## Two barium atoms, one crystal

Why should the electric field gradient at one barium nucleus be nearly four times that at another in the same crystal? The element is the same, the ionic charge is the same, and both are surrounded by oxygen. The difference must come from how the surroundings are arranged, and much of that arrangement can be judged with a pencil. The crystal below offers six distinct sites on which to try this and to see where it goes wrong.

Ba3CdSi2O8 (space group P-3m1) with atoms fixed in a database structure, computed with Ansatz 0.2.0: r2SCAN, scalar-relativistic plane-wave PAW, default datasets, 500 eV cutoff, 5×5×3 k-point mesh. Vzz is the principal field gradient largest in magnitude; the asymmetry is (Vxx − Vyy)/Vzz. The coupling is eQVzz/h, with Q = 0.236 barn for ¹³⁷Ba and −0.02558 barn for ¹⁷O.

| atom | like atoms | first shell | mean distance (Å) | longest less shortest (Å) | Vzz (1e21 V/m^2) | asymmetry | quadrupole coupling (MHz) |
| --- | --- | --- | --- | --- | --- | --- | --- |
| Ba1 | 2 | O1 | 2.50 | 0.00 | -2.88 | 0.00 | -16.5 |
| Ba3 | 1 | O6 | 2.91 | 0.00 | -10.55 | 0.00 | -60.2 |
| Cd4 | 1 | O6 | 2.32 | 0.00 | -2.65 | 0.00 | n/a |
| Si5 | 2 | O4 | 1.65 | 0.05 | -2.40 | 0.00 | n/a |
| O7 | 2 | Si1 | 1.62 | 0.00 | 3.62 | 0.00 | -2.24 |
| O9 | 6 | Si1 | 1.66 | 0.00 | 5.89 | 0.05 | -3.64 |

The field gradient tells how unevenly charge is spread around a nucleus. $V_{zz}$ is its largest component, and the $z$ axis is the direction in which it is found. The asymmetry is zero when the two directions across this axis are equivalent. Five of the six sites lie on a threefold axis of the crystal, which forces that value; O9 does not, yet its asymmetry is small, so a single axis describes every site well.

## Axis against plane

Take a neighbour with charge $q$ (in units of the elementary charge) at distance $d$, in a direction that makes the angle $\theta$ with the axis. Its contribution to $V_{zz}$ is proportional to

$$\frac{q\,(3\cos^2\theta-1)}{d^3}.$$

The bracket is $+2$ for a neighbour on the axis and $-1$ for one in the plane across it. It passes through zero at 54.7°, which is the angle of the bonds in a regular octahedron measured from its threefold axis. Since oxygen is negative, oxygen near the axis pushes $V_{zz}$ down and oxygen near the plane pushes it up.

This already helps to read two rows. Cadmium (Cd4) and the second barium site (Ba3) each have six O9 neighbours in a stretched octahedron. Around cadmium the bonds lie 51° from the axis, close to the regular angle; around barium they lie at 38°. Both shells therefore favour a negative gradient, as computed, and the barium shell is much further from regular.

## From charges to a number

With distances in ångström and the gradient in $10^{21}$ V/m², the estimate is

$$V_{zz}\approx K\times 1.44\sum_i \frac{q_i\,(3\cos^2\theta_i-1)}{d_i^3}.$$

The charges are the formal ones: $-2$ for oxygen, $+2$ for barium and cadmium, $+4$ for silicon. The number 1.44 converts the units, and $K$ is an amplification factor.

The factor is needed because the ion at the centre is not rigid. Outside charges distort its closed electron shells slightly, and those electrons come far closer to the nucleus than any neighbour does. With the inverse cube of the distance in play, a faint distortion close in can outweigh the charges that caused it. This is Sternheimer antishielding, and theory expects it to be strong in a large, soft ion such as Ba²⁺.

The factor is found by dividing the computed gradient of one row by its bare charge sum, and it is then tried on a different row. Ba3 supplies the factor for Ba1, Cd4 the one for silicon, and O7 the one for O9. That makes three adjusted numbers and three rows on which they can fail. For the cations, the sum takes in oxygen neighbours out to about 3.4 Å.

## Ba3 sets the barium factor

The table lists six oxygens at 2.91 Å around Ba3. Six more, of the O7 kind, sit almost exactly in the plane, at the cell edge of 5.813 Å divided by $\sqrt3$, or 3.36 Å. The two groups pull in opposite directions:

$$\frac{6\,(3\cos^2 38.4^\circ-1)}{2.91^3}-\frac{6}{3.36^3}\approx 0.2048-0.1585\approx 0.046.$$

Multiplied by the oxygen charge and by 1.44, this gives a bare gradient of about $-0.13$. The computed value is $-10.55$, so the barium factor comes out near 79. This row is reproduced by construction and tests only the sign.

## Ba1 puts it to the test

The first shell printed for Ba1 is a single oxygen at 2.50 Å, but this is only its closest neighbour. Placing the atoms from the cell edges, the symmetry and the printed distances, read as the known glaserite arrangement, reveals nine more. Six O9 lie close to the plane at about 2.9 Å, and three lie about 29° from the axis at 3.15 Å. In the order axial oxygen, six near the plane, three nearer the axis, the sum is

$$0.128-0.240+0.122\approx 0.010.$$

The oxygens near the axis and those near the plane almost cancel. What remains is less than a quarter of the sum at Ba3, although Ba1 has the shortest Ba–O bond in the crystal. Completing the estimate,

$$V_{zz}\approx 79\times1.44\times(-2)\times0.010\approx-2.3.$$

The full calculation gives $-2.88$, so the rule is about a fifth too small in magnitude. It has recovered the main fact, a strong gradient at Ba3 and a weak one at Ba1. In this picture the close oxygen does not make the gradient large, because others around it undo its effect.

## How good the rule is

The bare sums, before any factor is applied, have the computed sign in all six rows. For the sizes, only the three trial rows count. Ba1 comes out 21 % too small in magnitude, silicon 7 % and O9 42 %, each relative to the computed value.

The close result for silicon deserves caution. It borrows the factor of cadmium, and there is no physical reason why two such different ions should share one. Its bare sum is also a small remainder, since the four oxygens of a regular tetrahedron would cancel exactly.

Small remainders make the input matter. Lengthening each printed distance in turn by half a unit in its last digit, and combining the changes as independent errors, shifts the sums for Ba1 and silicon by about a quarter. The misses in both rows lie within that margin. With distances known to a hundredth of an ångström, the rule can separate a strong site from a weak one, but it cannot settle a difference of 20 %.

## How far out to count

Stopping at oxygen is a choice, and the barium sites show how much hangs on it. If only the printed first shells are used, with the factor set again on Ba3, the estimate for Ba1 becomes $-6.6$, more than twice the computed magnitude. In this way of counting, the oxygens just beyond the first shell therefore matter a great deal.

Adding only some of the more distant ions can make matters worse. If silicon ions out to 4.2 Å are added and the factor is set once more on Ba3, the estimate for Ba1 turns positive, to about $+2.2$. That count is lopsided, because it leaves out the cadmium and barium ions within the same distance, among them the two cadmium ions 3.73 Å above and below Ba3. A sum of bare charges has a definite value only when it runs over the whole crystal, and any shorter count leaves a remainder that depends on which ions were chosen. The factor of 79 belongs to this particular way of counting and is not a property of the barium ion.

The oxygen-only count comes closest of the three, but barium offers only one trial row, so part of that success may be luck. It does not show that the more distant ions have no effect.

## Oxygen does not follow

For an oxygen atom the rule counts only two charges: silicon, at 1.62 or 1.66 Å, and the cation roughly opposite, which is barium for O7 and cadmium for O9. The other oxygens of the silicate group and the remaining barium ions are left out, although together they are not negligible. The two counted charges give bare gradients of 3.1 and 2.9, almost equal, with O7 slightly ahead. The full calculation puts O9 far ahead, at 5.89 against 3.62. With the factor taken from O7, the rule predicts 3.4 for O9 and so gets the order wrong.

The main weakness probably lies in treating oxygen as a ball with a fixed response. Its outermost electrons occupy three 2p orbitals, and a single electron in one of them produces a gradient of some tens of $10^{21}$ V/m². An imbalance of the order of a tenth of an electron between these orbitals is enough to account for the whole computed gradient. Bonding creates such imbalances, and a sum over point charges has no place for them.

The sign fits this view. A bond draws electrons out of the p orbital that points along it, and a shortage of electrons along the axis makes $V_{zz}$ positive. O9 is bonded to silicon on one side and to cadmium nearly opposite, so both bonds draw on much the same orbital. O7 has barium in place of cadmium, and barium bonds less covalently. This is a plausible reason for the larger gradient at O9, though no calculation here isolates the cadmium bond.

## What a spectrum would tell

Nuclear magnetic resonance detects the gradient through the quadrupole coupling, which is $V_{zz}$ times a constant of the nucleus. For ¹³⁷Ba the constant is about 5.7 MHz per $10^{21}$ V/m². The rule thus predicts about $-13$ MHz for Ba1, where the full calculation gives $-16.5$, against $-60.2$ for Ba3. A much broader barium pattern would belong to Ba3, and the pencil estimate is good enough to assign it.

For ¹⁷O it is not. The computed couplings, $-2.24$ MHz for O7 and $-3.64$ MHz for O9, are well separated, but the rule would make them nearly equal and in the wrong order. The number of atoms offers a better guide, as there are three O9 for every O7.

The computed values have limits of their own. Gradients from this method differ from all-electron results by a median of 2 to 3 %, and at about one site in ten by more than 10 %; spin-orbit coupling, which matters most for barium and cadmium, is left out. The atoms were also held in place although forces of up to about 0.4 eV/Å act on the oxygens, and relaxing them would alter the delicate balance at Ba1 by an unknown amount. The contrast between the two barium sites is far larger than the usual error of the method.

## Carrying the idea to another crystal

Compare these sites with barium in its simple oxide, which has the rock-salt structure. There the six oxygens form a regular octahedron, every further shell is equally symmetric, and the gradient vanishes however soft the ion is. Stretching such an octahedron along a threefold axis brings its bonds below 54.7° and makes the contribution of that shell negative; flattening it makes the contribution positive. For a cation in a less regular oxide, the first step is to weigh the oxygens near the axis against those near the plane, including those just beyond the shortest bonds. If the two groups nearly cancel, as at Ba1, the size of the estimate is uncertain, and even its sign can depend on which of the more distant ions are counted.
